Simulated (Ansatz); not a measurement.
# EuZn2: La on a Zn site

Computed with the plane-wave PAW code Ansatz (scalar-relativistic, PAW set soft_2): PBEsol, collinear spin, 420 eV cutoff, k-mesh 3×3×3.

The relaxed host crystal (no gap at this level of theory):

```cif
data_structure
_symmetry_space_group_name_H-M 'P 1'
_symmetry_Int_Tables_number 1
_cell_length_a 5.6816
_cell_length_b 5.6816
_cell_length_c 5.6816
_cell_angle_alpha 132.766
_cell_angle_beta 99.868
_cell_angle_gamma 98.605
_cell_volume 123.36
loop_
_atom_site_label
_atom_site_type_symbol
_atom_site_fract_x
_atom_site_fract_y
_atom_site_fract_z
_atom_site_occupancy
Eu1 Eu 0.69825 0.44825 0.25000 1
Eu2 Eu 0.30175 0.55175 0.75000 1
Zn1 Zn 0.72765 0.16381 0.56383 1
Zn2 Zn 0.27235 0.83619 0.43617 1
Zn3 Zn 0.09998 0.16381 0.93617 1
Zn4 Zn 0.90002 0.83619 0.06383 1
```

Supercell of 24 atoms, rows of the matrix [[1,-1,0],[-1,-1,-2],[1,2,1]] times the cell vectors; La on a Zn site at (0.728, 0.164, 0.564) in fractions of the cell above. Atoms are relaxed at the host's cell.

Distances from the La atom (Å), by shell of the perfect crystal:

```
shell      perfect crystal    relaxed, charge 0
 3 Zn                 2.61  2.89 (2.88 to 2.90)
 1 Zn                 2.72                 2.88
 3 Eu  3.10 (3.10 to 3.12)  3.22 (3.18 to 3.31)
 1 Eu                 3.18                 3.26
```

| charge | moment of the cell (μB) | moment on La (μB) | 4f electrons on La | gap of the cell on the mesh (eV) |
| --- | --- | --- | --- | --- |
| 0 | 57.05 | 0.14 | 0.2 | 0.00 |

Formation energy of the neutral defect: 1.49 eV, taking atoms from and to the elements' standard states (no corrections for gases), so it belongs to those chemical potentials alone.

Relaxed cell at charge 0:

```
EuZn2 La_Zn charge 0
1.0
    -4.5523    7.3141    0.0000
    -4.5523   -7.3141    0.0000
     4.5523    0.0000    7.4095
Eu La Zn
8 1 15
Direct
  0.8480 0.6115 0.4595
  0.5925 0.8311 0.9425
  0.3385 0.1000 0.4385
  0.1114 0.3500 0.9425
  0.3981 0.1534 0.0498
  0.1598 0.4085 0.5683
  0.8964 0.6517 0.0498
  0.6635 0.8956 0.5591
  0.8696 0.2945 0.1641
  0.6088 0.5446 0.6592
  0.3640 0.7991 0.1631
  0.1146 0.0504 0.6592
  0.3682 0.4492 0.3307
  0.1406 0.7018 0.8424
  0.8815 0.9625 0.3307
  0.6126 0.1892 0.8018
  0.2988 0.8639 0.6698
  0.0588 0.0900 0.1488
  0.8059 0.3709 0.6698
  0.5537 0.6128 0.1664
  0.9522 0.8812 0.8334
  0.6815 0.1282 0.3576
  0.4515 0.3839 0.8354
  0.2294 0.6761 0.3576
```

Caveats: 4f shell without a U, which puts 4f levels too near the Fermi level; open f or d shells may hold a state above the lowest; small supercell, so energies and levels can be off by tenths of an eV; the atoms kept the symmetry of the start, so a distorted state could lie lower.

Lanthanum is much too large for the zinc site, and every neighbouring shell moves outward. The zinc atoms, which start closest, yield most: the three at 2.61 Å retreat to 2.89 Å, while the europium shells shift less. Even so, the La-Zn and La-Eu contacts remain short against the sums of the metallic radii, so the relaxation relieves the compression only in part. This residual strain probably accounts for much of the positive formation energy of 1.49 eV, though the change in metallic bonding when an electropositive atom replaces zinc also enters.

The cell moment of 57.05 μB fits parallel, half-filled 4f shells on divalent europium, with a small additional conduction-electron polarization. Lanthanum carries only 0.14 μB and has a nearly empty 4f shell, as expected for its usual trivalent configuration. Its moment is therefore more likely induced through 5d states mixing with the polarized europium surroundings than a local 4f moment. Whether lanthanum would prefer the roomier europium site remains open.
